Selection rules for anelastic relaxation by point defects, worked for oxygen-substitutional pairs in hcp titanium

A point defect of lower symmetry than its host can sit in several equivalent orientations. A stress makes some of them more favourable, the defects reorient by thermally activated jumps, and the crystal gains an extra, delayed and recoverable strain. This appears as a compliance increase δs and as an internal-friction peak. Nowick and Heller showed that symmetry alone decides which compliances can relax. The rule is derived here and applied to cubic crystals and to titanium, a common contact and adhesion metal that dissolves much oxygen.

1. Conventions and premises

Tensile stress σ_ij is positive, and X:Y = Σ X_ij Y_ij. Voigt indices use engineering shear (ε4 = 2ε23, ε5 = 2ε13, ε6 = 2ε12), so s44 = 4 s_2323. v0 is the volume per host atom and k the Boltzmann constant. In hcp crystals z is along c and x along an a axis. Compliances are in TPa⁻¹.

P1. There is one defect species with n orientations p = 1…n, which the symmetry operations of the crystal carry into one another. c_p is the number of defects in orientation p per host atom, and Σ c_p = c0 is constant.

P2. The strain is linear in stress and populations:

ε = sU:σ + Σ_p λ(p) c_p   (1)

sU is the unrelaxed isothermal compliance. The symmetric dimensionless tensor λ(p) is the strain per unit fraction of defects in orientation p, with principal values λ1, λ2, λ3.

P3. The defects are dilute and do not interact, so they mix ideally.

P4. The stress is small, v0|σ:λ| ≪ kT.

P5. Reorientation follows first-order kinetics.

A second-rank tensor is unchanged by inversion. Orientations related by inversion are therefore counted as one, G denotes the point group of the crystal with inversion added, and H the point group of the defect with inversion added. Then n = |G|/|H|, and only even (g) representations occur.

2. Equilibrium populations under stress

The Gibbs energy per unit volume obeys ε = −∂g/∂σ. Integrating (1) over σ and adding the ideal mixing term for c_p/v0 defects per unit volume gives

g = −½ σ:sU:σ − Σ_p c_p σ:λ(p) + (1/v0) Σ_p c_p [g0 + kT(ln c_p − 1)]

where g0 is the same for all p by P1. The chemical potential of orientation p is

μ_p = v0 ∂g/∂c_p = g0 + kT ln c_p − v0 σ:λ(p).

Minimising g at fixed c0 makes all μ_p equal, so c_p is proportional to exp(v0 σ:λ(p)/kT). Write ⟨ ⟩ for the plain average over p and δλ(p) = λ(p) − ⟨λ⟩. Expanding to first order (P4) and normalising to c0,

c_p,eq − c0/n = (c0/n)(v0/kT) δλ(p):σ.   (2)

3. The relaxation tensor

The anelastic strain is Σ λ(p)(c_p − c0/n). The deviations sum to zero, so λ(p) may be replaced by δλ(p). Inserting (2),

δs_ijkl = β ⟨δλ_ij δλ_kl⟩,   β = c0 v0/kT.   (3)

The relaxed compliance is sR = sU + δs, and δs is β times the covariance of λ over the orientations. Three facts follow. First, σ:δs:σ = β⟨(δλ:σ)²⟩ ≥ 0, so relaxation only softens. Second, if n = 1 nothing relaxes. Third, the trace of λ is the same in every orientation, so tr δλ = 0 and the bulk compliance s_iijj has δs_iijj = β⟨(tr δλ)²⟩ = 0 in any crystal.

4. Symmetry coordinates

The six components of a symmetric tensor X split into sets that G mixes only among themselves, the irreducible representations γ of dimension d_γ. With coordinates normalised so that their squares add to X:X, stress and strain are treated alike. Writing (1) at fixed c_p in these coordinates gives one compliance s(γ) for each γ that occurs once.

Cubic, G = m3̄m:
A1g: (X11+X22+X33)/√3, s = s11 + 2s12
Eg: (X11−X22)/√2 and (2X33−X11−X22)/√6, s = s11 − s12
T2g: √2X23, √2X13, √2X12, s = s44/2

Hexagonal, G = 6/mmm:
A1g twice: (X11+X22)/√2 and X33, a 2×2 block with elements s11+s12, √2 s13, s33
E2g: (X11−X22)/√2 and √2X12, s = s11 − s12 = s66/2
E1g: √2X13 and √2X23, s = s44/2

The factor ½ arises because ε23 = ε4/2 = s44σ23/2.

5. The selection rule

Step 1. An operation R of G permutes the orientations, p → R(p). Let Π(R) be this n×n permutation matrix and D(R) the 6×6 orthogonal matrix by which R acts on the coordinates of section 4. The defect carries its strain tensor with it, so D(R)λ(p) = λ(R(p)). With L the 6×n matrix whose columns are the λ(p), this reads

D(R) L = L Π(R).   (4)

Step 2. Let P0 be the n×n matrix with all entries 1/n, the projector on uniform populations. The columns of L(1 − P0) are the δλ(p), and (1 − P0) is symmetric and equal to its square, so (3) is

δs = (β/n) L (1 − P0) Lᵀ.   (5)

Step 3. The projector on γ is (d_γ/|G|) Σ_R χ_γ(R) times the representation matrix, with χ_γ the character (real for these groups). Call it P_γ when built from D and Q_γ when built from Π. Summing (4) with these weights gives P_γ L = L Q_γ, hence

P_γ δs = (β/n) L Q_γ (1 − P0) Lᵀ.   (6)

Step 4. If the populations do not contain γ, then Q_γ = 0 and the whole γ part of δs vanishes. The number of times they contain it is

m_γ = (1/|G|) Σ_R χ_γ(R) f(R)   (7)

where f(R) = tr Π(R) is the number of orientations that R leaves in place.

Step 5. For γ = A1g all characters are 1 and Q = (1/|G|) Σ Π(R). By P1 each p is sent to each q by |G|/n operations, so every entry of Q is 1/n and Q = P0. Then Q(1 − P0) = 0. The populations contain A1g exactly once, as their sum, and that sum is conserved.

The rule is thus: a compliance of symmetry γ relaxes only if the populations contain γ, and no A1g compliance relaxes for a single conserved species. In cubic crystals the latter is the bulk compliance. In hexagonal crystals it is all of s11+s12, s13 and s33.

Step 6, the magnitude. By (4) and (5), δs commutes with every D(R), since Π(R) is orthogonal and commutes with P0. If γ occurs once in the strain, Schur's lemma makes δs a single number δs(γ) on that set. The trace of (3) over the set is d_γ δs(γ) = β⟨|P_γ δλ|²⟩, with |X|² = X:X. The norm is the same for every p because P_γ commutes with D(R), and ⟨λ⟩ is pure A1g. So for γ other than A1g

δs(γ) = (β/d_γ) |P_γ λ(1)|².   (8)

One orientation suffices. The converse of the rule also holds apart from accidents. By Frobenius reciprocity m_γ equals the number of independent vectors in γ that H leaves invariant, and such vectors are exactly the components that symmetry allows λ(1) to have. An allowed component may still happen to be small.

6. Cubic crystals

Tetragonal defect, axis ⟨100⟩, n = 3, populations A1g + Eg. With λ1 along the axis and λ2 across it, the traceless part is (λ1−λ2) diag(2/3, −1/3, −1/3), pure Eg, of squared norm (2/3)(λ1−λ2)². From (8) with d = 2,

δ(s11 − s12) = (1/3) β (λ1−λ2)²,   δs44 = 0.

This is the Snoek relaxation of carbon in bcc iron.

Trigonal defect, axis ⟨111⟩, n = 4, populations A1g + T2g. Here λ = λ2·1 + (λ1−λ2) u uᵀ with u = (1,1,1)/√3. The diagonal entries are equal, so there is no Eg part. The six off-diagonal entries are (λ1−λ2)/3, of squared norm (2/3)(λ1−λ2)². With d = 3, δs44/2 = (2/9)β(λ1−λ2)², so

δs44 = (4/9)(c0 v0/kT)(λ1−λ2)²,   δ(s11 − s12) = 0.

Orthorhombic defect with λ1, λ2, λ3 along [110], [11̄0], [001], n = 6, populations A1g + Eg + T2g. Now λ11 = λ22 = (λ1+λ2)/2, λ33 = λ3 and λ12 = (λ1−λ2)/2. The diagonal is that of a tetragonal defect, and the two off-diagonal entries have squared norm (λ1−λ2)²/2, so

δ(s11 − s12) = (1/3) β [(λ1+λ2)/2 − λ3]²,   δs44 = (1/3) β (λ1−λ2)².

In all three cases δ(s11 + 2s12) = 0.

7. Oxygen in hcp titanium

Isolated oxygen. Oxygen occupies octahedral sites of symmetry 3̄m with the threefold axis along c. A threefold axis forces λ = diag(λa, λa, λc), which every operation of 6/mmm leaves unchanged. All sites have the same tensor, δλ = 0, and isolated oxygen gives no relaxation although it strains the lattice. A lone substitutional atom (site symmetry 6̄m2) is silent for the same reason.

The nearest-neighbour pair. Put the substitutional atom at the origin, with the second atom of the cell at (1/3, 2/3, 1/2). The six nearest octahedral sites form a trigonal prism at in-plane distance a/√3, azimuths φ_k = 30° + 120°k (k = 0, 1, 2) and heights s·c/4 with s = ±1. The only symmetry left to the pair is the mirror plane that contains c and the pair axis. Then H = 2/m and n = 24/4 = 6, labelled (k, s). A solute on the other sublattice has the inverted prism and the same six tensors.

Contents of the populations. Inversion acts trivially, so the 12 rotations suffice. Inversion equates azimuth φ + 180° at height s with azimuth φ at height −s. A 60° rotation therefore sends (k, s) to (k+2, −s), with k taken modulo 3, and fixes nothing. Neither do 120° or 180° rotations about c. A twofold rotation about an a axis, which is normal to one of the mirrors, fixes the two orientations in that mirror. The other three in-plane twofold axes fix none. So f = 6 for the identity, f = 2 for the three a axes and f = 0 otherwise. In (7), A1g has m = (6 + 3·2)/12 = 1. B1g, defined as odd under the 60° rotation and even under the a-axis rotations, also has m = 1, while A2g and B2g have (6 − 3·2)/12 = 0. E1g and E2g have character 2 for the identity and 0 for in-plane axes, so m = 2·6/12 = 1. The populations are A1g + B1g + E1g + E2g, with patterns

A1g: 1
B1g: s
E1g: s cos φ_k and s sin φ_k
E2g: cos 2φ_k and sin 2φ_k.

The pair can relax s44 and s11 − s12. B1g is absent from the strain, so that mode is mechanically silent.

Magnitudes. In axes x′ (projection of the pair axis on the basal plane), y′ (normal to the mirror) and z, the mirror forbids λx′y′ and λy′z. Define A = (λx′x′ − λy′y′)/2 and B = λx′z for s = +1. Rotating by φ_k about z,

δλ11 = −δλ22 = A cos 2φ_k,  δλ12 = A sin 2φ_k,
δλ13 = sB cos φ_k,  δλ23 = sB sin φ_k,  δλ33 = 0.

The squared norms are 2A² in E2g and 2B² in E1g. From (8) with d = 2,

δ(s11 − s12) = βA²,   δs44 = 2βB².   (9)

Since δ(s11+s12) = 0, δs11 = −δs12 = βA²/2 and δs66 = 2βA², while δs13 = δs33 = 0. Direct use of (3) gives the same, because cos² and sin² of φ_k or 2φ_k average to ½ over three azimuths 120° apart, and products of A and B terms are odd in s.

Uniaxial stress along a unit vector u at angle ψ to c and azimuth ω0. By (3), δ(1/E) = β⟨(u·δλ·u)²⟩ with u·δλ·u = A sin²ψ cos 2(φ_k−ω0) + 2sB sin ψ cos ψ cos(φ_k−ω0). Averaging,

δ(1/E) = δs11 sin⁴ψ + δs44 sin²ψ cos²ψ,   (10)

to be divided by 1/E = s11 sin⁴ψ + s33 cos⁴ψ + (2s13 + s44) sin²ψ cos²ψ.

Films. An equibiaxial stress in a film of normal u is σ(1 − u uᵀ). As tr δλ = 0, the unit tensor does nothing and the stress acts like −σ along u. The anelastic strain along u is −σ δ(1/E), and since that strain is traceless its in-plane mean is +σ δ(1/E)/2, with ψ the tilt of c from the normal. A grain with (0001) parallel to the wafer has ψ = 0. Its stress is pure A1g and pair reorientation cannot relax it.

8. Relaxation times

By P5, dc/dt = W c with W the rate matrix. Under stress W = W0 + W1, with W1 of first order. Write c = uniform + δc. W0 annihilates the uniform vector, and dc/dt must vanish at δc_eq of (2), so to first order d(δc)/dt = W0(δc − δc_eq). W0 commutes with every Π(R). Each γ that occurs once in the populations is therefore an eigenspace with a single time τ_γ.

For the pair, with the solute immobile, three effective rates exhaust the possibilities: w_c for (k,s) → (k,−s), a displacement c/2 along c; w_a to each of the two other k at the same s, a displacement a; and w_d to each of the two other k at opposite s. The loss rate is w_c + 2w_a + 2w_d. For a pattern of parity π = ±1 in s, let μ be the sum over the two other k divided by the value at k. It is 2 for a pattern uniform in k and −1 for the E patterns, which sum to zero over k. The gain is πw_c + μw_a + πμw_d. Loss minus gain gives

1/τ(E2g) = 3w_a + 3w_d,  1/τ(E1g) = 2w_c + 3w_a + w_d,  1/τ(B1g) = 2w_c + 4w_d.

Under a stress of symmetry γ varying as exp(iωt), s(ω) = sU + δs/(1 + iωτ). With the relaxation strength Δ = δs/sU, the loss tangent is Q⁻¹ = Δωτ/(1 + Δ + ω²τ²), whose maximum is Δ/(2√(1+Δ)), or Δ/2 for small Δ.

9. Range of validity

The zeros rest on P1 and P2 only. A stress with δλ(p):σ = 0 for all p biases nothing at any magnitude, and reorientation never produces A1g strain. The magnitudes need the other premises too.

Linearity. Corrections to (2) are of relative order v0|δλ:σ|/kT. At second order a stress of one symmetry can produce strain of another, for instance E2g strain under E1g stress.

Dilution. At the mean spacing r, with r³ = v0/c0, two defects interact elastically with an energy of order C v0²λ²/r³, C being an elastic constant. Its ratio to kT is βλ²C and must be small.

Single species. If oxygen exchanges between bound and free states, or between shells, c0 is no longer fixed and A1g compliances relax. The argument of sections 2 and 3 holds with Boltzmann weights in the average. For a total oxygen fraction c_t with a share x bound, and unpaired solute in excess, δs33 = (c_t v0/kT) x(1−x)(Δλ33)², where Δλ33 is the difference between the two states. Further shells and O–O pairs also add their own E terms and times.

Time and uniformity. The stress must last longer than τ, and long-range diffusion in a stress gradient is excluded.

Other mechanisms. Setting dS = α:dσ + (c_σ/T)dT = 0 in dε = s:dσ + α dT shows that the isothermal compliance exceeds the adiabatic one by Tα_ij α_kl/c_σ, with α the expansion tensor and c_σ the heat capacity per volume. Because α is pure A1g, this thermoelastic relaxation enters 1/E but never s44 or s11 − s12. Dislocations and grain boundaries obey no such rules.

10. Numerical illustration

Elastic inputs. The room-temperature constants of Ti compiled by Blaschke are C11 = 162.4, C12 = 92, C33 = 180.7 and C44 = 46.7 GPa. They give s11 − s12 = 1/(C11 − C12) = 14.20 and s44 = 1/C44 = 21.41 TPa⁻¹. For 1/E one also needs C13, taken as 68 GPa, a 4 K value compiled by Ferrari 2019. With N = C33(C11+C12) − 2C13², s11+s12 = C33/N, s33 = (C11+C12)/N and s13 = −C13/N, so s11 = 9.56, s33 = 6.93 and s13 = −1.85 TPa⁻¹. Raising C13 by 1 GPa raises s11 by 0.2 %. The small difference between adiabatic and isothermal values is ignored in these denominators.

Defect inputs. Approximate lattice parameters are a = 2.95 Å and c = 4.68 Å, so v0 = (√3/4)a²c = 17.636 Å³. Take T = 750 K (kT = 64.63 meV, v0/kT = 1703 TPa⁻¹) and an assumed pair fraction c0 = 0.005, so β = 8.516 TPa⁻¹. For λ assume a one-parameter model, an axially symmetric tensor about c plus η d dᵀ, with d the unit vector along the pair and η = 0.10. The angle θ of d from c has tan θ = (a/√3)/(c/4), so θ = 55.5° and sin²θ = 0.6794. Then A = (η/2) sin²θ = 0.03397 and B = η sin θ cos θ = 0.04667.

Model results from (9):
δ(s11 − s12) = 0.00983 TPa⁻¹, Δ = 6.92×10⁻⁴, peak Q⁻¹ = 3.5×10⁻⁴
δs44 = 0.0371 TPa⁻¹, Δ = 1.73×10⁻³, peak Q⁻¹ = 8.7×10⁻⁴
Their ratio 2B²/A² = 8cot²θ = 3c²/(2a²) = 3.78 does not depend on η.

Model results from (10):
ψ = 0°: δ(1/E) = 0
ψ = 45°: δ(1/E) = 0.0105 TPa⁻¹, 1/E = 8.55 TPa⁻¹, Δ = 1.2×10⁻³
ψ = 90°: δ(1/E) = 0.00491 TPa⁻¹, 1/E = 9.56 TPa⁻¹, Δ = 5.1×10⁻⁴

Torsion about c probes s44 alone, tension along a probes s11 − s12 alone, and tension along c shows no peak. Under 500 MPa equibiaxial film stress a grain tilted by 45° gains a mean in-plane strain of 2.6×10⁻⁶. That equals the thermal expansion over 0.3 K, using α = 8.6×10⁻⁶ K⁻¹ (polycrystal, 293 K, compiled in Kaye and Laby Online).

Time scale. Let w_a = ν exp(−Q/kT) and w_d = 0, with a typical barrier Q = 2.0 eV. For ν take kΘ/h = 8.75×10¹² s⁻¹, from the Debye temperature 420 K compiled in Wikipedia. Then τ(E2g) = 1/(3w_a) is 1.0 s at 750 K and of order 10²⁰ s at 300 K. A change of Q by kT changes τ by a factor e, so only the orders of magnitude count.

Size of the neglected terms. The linearity parameter at 500 MPa is below v0ση/kT = 0.085. The interaction parameter βη²C33 is 0.015. Two A1g effects rival the pair relaxation. Exchange between bound and free oxygen with c_t = 0.01, x = ½ and an assumed Δλ33 = 0.05 gives δs33 = 0.011 TPa⁻¹. The thermoelastic term, with the α above and c_σ ≈ 3k/v0 = 2.35 MJ m⁻³ K⁻¹, is 0.024 TPa⁻¹, which is 4.8 times δs11. It relaxes on the time of heat flow across the sample and is avoided altogether in pure shear.

These numbers are the model's. The inputs c0 and η were chosen to give a peak of order 10⁻³, as is typical of oxygen-related peaks in titanium alloys, and they predict nothing about a given solute. Titanium is also softer at 750 K than at room temperature, so for the same δs the strengths Δ would typically be lower, by roughly 20 % for s44 and 40 % for s11 − s12.

A cubic counterpart. Interstitial oxygen in silicon bridges a Si–Si bond and acts on average as a trigonal defect. With N_O atoms per volume, c0 = N_O v0 and β = N_O v0²/kT. Typical inputs are N_O = 10¹⁸ cm⁻³, a = 5.431 Å (v0 = a³/8 = 20.02 Å³), C44 = 79.6 GPa and λ1 − λ2 of about 1.0. At 750 K the model gives β = 0.0387 TPa⁻¹, δs44 = (4/9)β = 0.017 TPa⁻¹ and Δ = 1.4×10⁻³. Equibiaxial stress in a (100) wafer is diagonal in the cube axes, hence A1g + Eg, and leaves the oxygen orientations equally populated. In a (111) wafer the same stress is A1g + T2g and aligns them.